# Phonon branches on the A–H–L face of graphite: a wrong attempt and its repair

Cross-plane heat flow in a graphite spreader depends on the group velocities $v_z=\partial\omega/\partial q_z$ of the soft phonon branches. Suppose frequencies are available on two planes only, $q_z=0$ and the zone face $q_z=\pi/c$, and we must interpolate between them. The shape of the interpolation is set by symmetry. **The first attempt below is wrong.** It confines the degeneracy of the face to its centre, the point A.

## Crystal, conventions and model

Bernal (AB) graphite has space group $P6_3/mmc$, four atoms per cell and twelve branches. The height $c$ spans two layers at spacing $d=c/2$. Take layer 1 at $z=0$ with atoms A1 at in-plane position $0$ and B1 at $\boldsymbol\delta$ (a bond vector), and layer 2 at $z=c/2$ with A2 at $0$ and B2 at $-\boldsymbol\delta$. Two operations matter:

- the screw $S=\{C_{2z}|c/2\}$, $(x,y,z)\to(-x,-y,z+c/2)$, which sends A1 to A2 and B1 to B2;
- the mirror $\sigma_h$ in the plane of a layer.

A mode has displacements $\mathbf e_\kappa\,e^{i\mathbf q_\parallel\cdot\mathbf r_\parallel}e^{iq_zcl}$, where $\mathbf r_\parallel$ is the in-plane position of atom $\kappa$ and $l$ numbers the cells along $z$. A translation by $c$ multiplies it by $e^{-iq_zc}$. Time reversal $T$ conjugates the displacement pattern, sends $\mathbf q$ to $-\mathbf q$, and has $T^2=+1$.

The compiled measured inputs are $a=2.461$ Å (Wikipedia), $c=6.7076$ Å (Lebedeva 2016), $C_{11}=1109$, $C_{12}=139$, $C_{13}=0$ GPa (Savini 2010) and the bulk modulus $B=33.8$ GPa (Ouyang 2019). With $C_{13}=0$, a hydrostatic pressure $p$ gives strains $-p/(C_{11}+C_{12})$ along each in-plane axis and $-p/C_{33}$ along $z$, so
$$\frac1B=\frac{2}{C_{11}+C_{12}}+\frac1{C_{33}},\qquad C_{33}=35.7\ \text{GPa}.$$
Four atoms of 12.011 u in the cell volume $\tfrac{\sqrt3}{2}a^2c$ give $\rho=2.268$ g/cm³. These two rounded values are carried on. Two typical values complete the inputs: $C_{44}\approx5$ GPa and a sheet bending rigidity $\kappa\approx1.5$ eV.

For the two lowest $z$-polarised branches (ZA and ZO′) treat layer $n$ as a sheet of areal mass $\mu=\rho d$ and height $w_n$, with energy per area
$$\tfrac12\kappa(\nabla^2w_n)^2+\frac{C_{33}}{2d}(w_{n+1}-w_n)^2+\frac{C_{44}d}{2}\Big|\nabla\frac{w_n+w_{n+1}}{2}\Big|^2 .$$
For a phase step $\theta$ per layer and $q=|\mathbf q_\parallel|$, the equation of motion gives $\mu\omega^2=\kappa q^4+(4C_{33}/d)\sin^2\frac\theta2+C_{44}d\,q^2\cos^2\frac\theta2$, or
$$\omega^2=\Omega^2+W^2\sin^2\frac\theta2,\qquad \Omega^2=\frac{\kappa q^4}{\mu}+\frac{C_{44}q^2}{\rho},\qquad W^2=\omega_0^2(1-\epsilon),$$
with $\omega_0=2v_s/d$, $v_s=\sqrt{C_{33}/\rho}$ and $\epsilon=C_{44}q^2d^2/4C_{33}$. The model has $v_s=3.97$ km/s and $\omega_0=126$ cm⁻¹. Define $r=\Omega^2/W^2$ and $v_W=Wd/2$.

The two planes supply three values of $\omega^2$: $\Omega^2$ (layers in phase) and $\Omega^2+W^2$ (antiphase) at $q_z=0$, and $\omega_F^2=\Omega^2+W^2/2$ (quadrature) on the face. We work along A–L, of length $2\pi/\sqrt3a=1.474$ Å⁻¹, at a fraction $s$ of it. For $s=0.2$: $q=0.295$ Å⁻¹, $\epsilon=0.034$, $r=0.080$, $v_W=3.90$ km/s, and the three frequencies are 34.8, 128 and 94.0 cm⁻¹.

## The wrong attempt

1. At A $=(0,0,\pi/c)$ the screw leaves $\mathbf q$ unchanged, and $S^2=\{E|c\}=e^{-i\pi}=-1$, so its eigenvalues are $\pm i$. $T$ maps A onto itself modulo a reciprocal lattice vector and turns $+i$ into $-i$. All modes at A come in pairs.
2. **(Wrong.)** At a general point of the face, $S$ sends $\mathbf q_\parallel$ to $-\mathbf q_\parallel$, and so does $T$. Neither leaves $\mathbf q$ fixed. Only $E$ and $\sigma_h$ remain, with one-dimensional representations, so the pairs split and the twelve branches are non-degenerate.
3. A non-degenerate branch is smooth. The mirror and periodicity give $\omega(\pi/c+\eta)=\omega(\pi/c-\eta)$, so $v_z=0$ on the face away from A.
4. Each $\omega^2$ is then a cosine series in $q_zc$. Keep one harmonic, and take the gap as small, so that both branches end at $\omega_F$:
$$\omega_{\rm lo}^2=\Omega^2+\tfrac14W^2(1-\cos q_zc),\qquad \omega_{\rm hi}^2=\Omega^2+W^2-\tfrac14W^2(1-\cos q_zc).$$
5. With $v_z=(2\omega)^{-1}\partial\omega^2/\partial q_z$, $\phi=q_zc$ and $Wc=4v_W$,
$$v_{\rm lo}^2=\frac{v_W^2\sin^2\phi}{1+4r-\cos\phi},\qquad v_{\rm hi}^2=\frac{v_W^2\sin^2\phi}{3+4r+\cos\phi}.$$
The average over $0\le\phi\le\pi$ follows from
$$\frac1\pi\int_0^\pi\frac{\sin^2\phi}{x\pm\cos\phi}\,d\phi=x-\sqrt{x^2-1}\equiv g(x),\qquad x\ge1 .$$

The wrong answer at $s=0.2$ is $v_z=0$ on the face and
$$\Sigma=\langle v_{\rm lo}^2\rangle+\langle v_{\rm hi}^2\rangle=v_W^2\,[g(1+4r)+g(3+4r)]=15.2\times(0.459+0.154)=9.3\ (\text{km/s})^2 .$$
$\Sigma$ is the quantity of interest because every mode considered here lies below 140 cm⁻¹, where the heat capacity per mode at 300 K is $0.96\,k_B$. At a common lifetime the contribution of the pair to the cross-plane conductivity is therefore close to proportional to $\Sigma$.

## The symptom

**The sound velocity fails.** Let $q\to0$. Step 4 gives $\omega_{\rm lo}=(\omega_0/\sqrt2)\sin(q_zc/2)$, with initial slope $\omega_0c/2\sqrt2=\sqrt2\,v_s=5.61$ km/s. That corresponds to $C_{33}=71.4$ GPa, twice the value put in.

**The velocity jumps at A.** On Γ–A the chain of layers has $\omega=\omega_0\sin(q_zc/4)$ and arrives at A with slope $v_s/\sqrt2=2.8$ km/s. The attempt sets the slope on the face to zero at any nonzero $q$, while its own step 4 leaves no gap there to round the branches off.

**The gap cannot be produced.** The sheet model repeats after $d$, so its closed gap proves nothing about AB stacking. Take instead the four atoms with $z$ motion only and arbitrary force constants. In the order (A1, B1, A2, B2),
$$D=\begin{pmatrix}h&t\,(1+e^{-iq_zc})\\ t^\dagger(1+e^{iq_zc})&h^*\end{pmatrix},$$
where $h(\mathbf q_\parallel)$ and $t(\mathbf q_\parallel)$ are $2\times2$ blocks. The factor $1+e^{-iq_zc}$ adds the layer above and the layer below, whose $zz$ constants are equal by $\sigma_h$. The second diagonal block is $h(-\mathbf q_\parallel)=h^*$ because layer 2 is layer 1 turned by 180°. On the face the coupling vanishes, and the Hermitian matrices $h$ and $h^*$ have the same eigenvalues. The gap is zero for every $\mathbf q_\parallel$ and every set of constants.

## The faulty line

Step 2 tests $S$ and $T$ one at a time. Each reverses $\mathbf q_\parallel$, so their product restores it. The operations that constrain the spectrum at $\mathbf q$ include the antiunitary products $Tg$ for every space-group element $g$ that takes $\mathbf q$ to $-\mathbf q$ modulo a reciprocal lattice vector, which is the basis of Herring's test (1937). Step 1 is correct. Steps 3 to 5 follow from step 2 and fall with it.

## The mended argument

Let $\Theta=TS$. On the wave vector,
$$(q_x,q_y,q_z)\xrightarrow{S}(-q_x,-q_y,q_z)\xrightarrow{T}(q_x,q_y,-q_z).$$
The result equals $\mathbf q$ modulo $(0,0,2\pi/c)$ on the planes $q_z=0$ and $q_z=\pi/c$, for any $\mathbf q_\parallel$. $T$ commutes with $S$, which is real in the atomic displacements, so
$$\Theta^2=T^2S^2=\{E|c\}=e^{-iq_zc},$$
which is $+1$ on $q_z=0$ and $-1$ on the face.

Explicitly, write the eigenvector as $(\mathbf e_1,\mathbf e_2)$, six components per layer, and let $P$ apply $\mathrm{diag}(-1,-1,1)$ to each atom. $S$ carries layer 1 of cell $l$ to layer 2 of cell $l$, and layer 2 of cell $l$ to layer 1 of cell $l+1$, which costs a factor $e^{-iq_zc}=-1$. On the face
$$\Theta(\mathbf e_1,\mathbf e_2)=(-P\mathbf e_2^*,\;P\mathbf e_1^*),\qquad \Theta^2(\mathbf e_1,\mathbf e_2)=-(\mathbf e_1,\mathbf e_2).$$
$\Theta$ is a symmetry of the dynamical matrix, so $\Theta\mathbf e$ is an eigenvector at the same $\mathbf q$ and frequency. It is orthogonal to $\mathbf e$, because $P$ is symmetric:
$$\mathbf e^\dagger\Theta\mathbf e=-\mathbf e_1^{*\mathsf T}P\,\mathbf e_2^*+\mathbf e_2^{*\mathsf T}P\,\mathbf e_1^*=0 .$$
Every phonon on the whole A–H–L face is therefore at least doubly degenerate. This is the algebra of Kramers pairs, with the minus sign supplied by the screw and not by spin. A general point of the face has six distinct frequencies, not twelve. At A the threefold axis joins the in-plane pairs further, leaving two doublets ($z$ motion) and two quartets. On $q_z=0$ the sign is $+1$ and nothing is forced, which is why ZA and ZO′ differ there.

The one-dimensional mirror representations of step 2 do exist, but they are tied together. With $M$ applying $\mathrm{diag}(1,1,-1)$ to each atom, the mirror in layer 1 acts on the face as $\sigma_h(\mathbf e_1,\mathbf e_2)=(M\mathbf e_1,-M\mathbf e_2)$, since it moves layer 2 from cell $l$ to cell $-l-1$. Then $\sigma_h\Theta=-\Theta\sigma_h$, and the partners have opposite parity. The even sector holds in-plane motion of layer 1 and $z$ motion of layer 2, the odd sector the reverse. The layers thus remain coupled on the face through $xz$ and $yz$ force constants, and the degeneracy survives that coupling.

Off the face, $\Theta$ relates $q_z=\pi/c-\eta$ to $\pi/c+\eta$. A smooth branch with slope $v_F$ through the face therefore has a partner with slope $-v_F$. The two cross, the branches sorted by frequency have a kink, and at a general point nothing forces $v_F$ to vanish.

## The mended calculation

The lower and upper branches are one smooth curve folded at the face. In the sheet model $\theta=q_zc/2$ for the lower and $\theta=\pi-q_zc/2$ for the upper branch:
$$\omega_\mp^2=\Omega^2+\tfrac12W^2\Big(1\mp\cos\frac{q_zc}{2}\Big).$$
This passes through the same three end values as step 4, but its harmonic has twice the period. The velocity obeys
$$v_z^2=\frac{v_W^2}{2}\,\frac{\sin^2\theta}{1+2r-\cos\theta},\qquad v_F=\frac{v_W}{\sqrt{2+4r}}\quad(\theta=\pi/2).$$
The two branches cover the two halves of $0\le\theta\le\pi$, so the sum of their averages is twice the average over the full range:
$$\Sigma=v_W^2\,g(1+2r).$$
For $q\to0$ the initial slope of the lower branch is $v_s$, the face velocity tends to $v_s/\sqrt2$ as on Γ–A, and $\Sigma=v_s^2$. At $s=0.2$, $v_F=2.6$ km/s and $\Sigma=15.2\times0.573=8.7$ (km/s)².

## Size of the error

| $s$ | $q$ (Å⁻¹) | $r$ | $\omega_F$ (cm⁻¹) | $v_F$ (km/s) | $\Sigma$ mended | $\Sigma$ wrong | excess |
|---|---|---|---|---|---|---|---|
| $\to0$ | 0 | 0 | 88.8 | 2.8 | 15.7 | 18.4 | 17 % |
| 0.1 | 0.147 | 0.011 | 89.4 | 2.8 | 12.6 | 14.2 | 13 % |
| 0.2 | 0.295 | 0.080 | 94.0 | 2.6 | 8.7 | 9.3 | 7 % |
| 0.3 | 0.442 | 0.317 | 109 | 2.1 | 5.0 | 5.1 | 3 % |

$\Sigma$ is in (km/s)², the excess is computed before rounding, and the wrong $v_F$ is zero in every row. All entries are the model's.

The error is total on the face and modest in the average. The wrong curve must cover the same frequency span, so the velocity removed at the face reappears at smaller $q_z$. For $r\gg1$, $g(x)\to1/2x$ and both sums tend to $v_W^2/4r$. The distortion shows in frequency-resolved quantities. At $s=0.2$ and $q_z=\pi/2c$ the wrong lower branch lies at 71 cm⁻¹ against 59 cm⁻¹, 21 % high. The flat ends also put a spurious van Hove singularity at $\omega_F$ into the density of states at fixed $\mathbf q_\parallel$. The ballistic cross-plane conductance is untouched as long as the gap is set to zero, because at fixed $\mathbf q_\parallel$ it depends only on the frequency window that the branches cover.

The model has its own limits. Elasticity fixes the $C_{44}q^2$ term only at $\theta=0$. Assigning all of it to the interlayer force constants would double $\epsilon$ and lower $W^2$ by a further 3 % of $\omega_0^2$ at $s=0.2$ and 8 % at $s=0.3$. That rivals the excess in those rows, but it scales both sums alike, and the excess moves by less than one percentage point. It does limit $v_F$ to two figures. Beyond $s\approx0.3$ the continuum form should not be used. The degeneracy itself is independent of the model.

The proof of the pairing used only $T$ and the $2_1$ screw contained in the $6_3$ axis. It holds unchanged for wurtzite GaN and AlN and for 4H- and 6H-SiC, which have the screw but no $\sigma_h$, with $c$ the full cell height. It fails when the screw is lost, as in a stack of two chemically different layers. In practice, interpolate the dynamical matrix and not the sorted branches, and on the face obtain $v_z$ by diagonalising $\partial D/\partial q_z$ within each pair. A centred finite difference on sorted frequencies returns zero there by symmetry, where the sheet model of graphite gives $\pm2.6$ km/s one fifth of the way from A to L.